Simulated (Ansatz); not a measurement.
## A series in volume scale on ZnPd3

Free energy against uniform scaling of the volume at fixed shape and fractions; periodic cell, basis, potentials, k mesh and filling as listed. The results are calculated, by Ansatz 0.2.0.

The cell before it is scaled or strained (space group Pm-3m, No. 221):
```
ZnPd3
1.0
      3.8769     0.0000     0.0000
      0.0000     3.8769     0.0000
      0.0000     0.0000     3.8769
Zn Pd
1 3
Direct
  0.00000 0.00000 0.00000
  0.00000 0.50000 0.50000
  0.50000 0.00000 0.50000
  0.50000 0.50000 0.00000
```

Settings of every row: functional r2SCAN; dispersion none; accuracy low; potentials PAW; wave cutoff 380.96 eV; density cutoff 1523.8 eV; k mesh 6x6x6; k shift 0x0x0; occupations fermi dirac; smearing width 0.15 eV; spin none; SCF threshold exponent -5.

Limits: coarse k mesh, up to 40 meV an atom off; cutoff under the advised one; loose SCF threshold; stress loosely converged; the cell comes from a prototype or a list of computed structures and needn't be the stable phase.

| row | volume scale | V (Å³/atom) | pressure (GPa) | energy above lowest point (meV/atom) |
| --- | --- | --- | --- | --- |
| 1 | 0.88 | 12.82 | 29.98 | 141.4 |
| 2 | 0.92 | 13.402 | 17.26 | 56.5 |
| 3 | 0.96 | 13.985 | 7.4 | 12.4 |
| 4 | 1 | 14.568 | -0.24 | 0 |
| 5 | 1.04 | 15.151 | -6.14 | 12.1 |
| 6 | 1.08 | 15.733 | ? | ? |
| 7 | 1.12 | 16.316 | -14.14 | 88.4 |

Question: what pressure and energy above lowest point should row 6 give?

Worked fit of pressure. Take u = (V_r/V)^(2/3) − 1 with V_r = 14.276 Å³ an atom, which is twice the finite (Eulerian) strain; such expansions in the strain, on which the Birch-Murnaghan equation of state is built, carry the rest volume and the bulk modulus. The shown rows have u = 0.07435, 0.04302, 0.01382, -0.01341, -0.03888, -0.08519. Least squares give pressure = 3.339 + 279.82 × u + 971.9 × u² + 1124 × u³ GPa; a parabola predicts inner rows, each left out in turn, worse (root mean square 0.18 against 0.0087 GPa). The rows lie off it by 0.00, -0.01, 0.01, 0.00, 0.00, 0.00. The pressure vanishes at u = -0.0125, or V = 14.55 Å³ an atom, and there the bulk modulus at fixed shape and fractions is B = −V dP/dV = (2/3)(1 + u) dP/du = 169 GPa. The withheld row has u = -0.06273, so the fit gives 3.339 + 279.82 × (-0.06273) + 971.9 × (-0.06273)² + 1124 × (-0.06273)³ = -10.67 GPa.

The calculation gave -10.67 GPa. The fit meets it to the printed digit.

Worked fit of energy above lowest point. Take u = (V_r/V)^(2/3) − 1 with V_r = 14.276 Å³ an atom, which is twice the finite (Eulerian) strain; such expansions in the strain, on which the Birch-Murnaghan equation of state is built, carry the rest volume and the bulk modulus. The shown rows have u = 0.07435, 0.04302, 0.01382, -0.01341, -0.03888, -0.08519. Least squares give energy above lowest point = 2.75 + 445.2 × u + 18131 × u² + 12949 × u³ meV/atom; a parabola predicts inner rows, each left out in turn, worse (root mean square 2.1 against 0.02 meV/atom). All shown rows lie on it to the printed digit. Its lowest point lies at u = -0.0124, or V = 14.55 Å³ an atom, and the curvature there gives the bulk modulus at fixed shape and fractions, B = (4/9)(1 + u)² E″(u)/V = 169 GPa. The withheld row has u = -0.06273, so the fit gives 2.75 + 445.2 × (-0.06273) + 18131 × (-0.06273)² + 12949 × (-0.06273)³ = 43.0 meV/atom.

The calculation gave 43.1 meV/atom. The fit lies 0.1 meV/atom (0.071 % of the column's range) below it, one unit of the last digit.
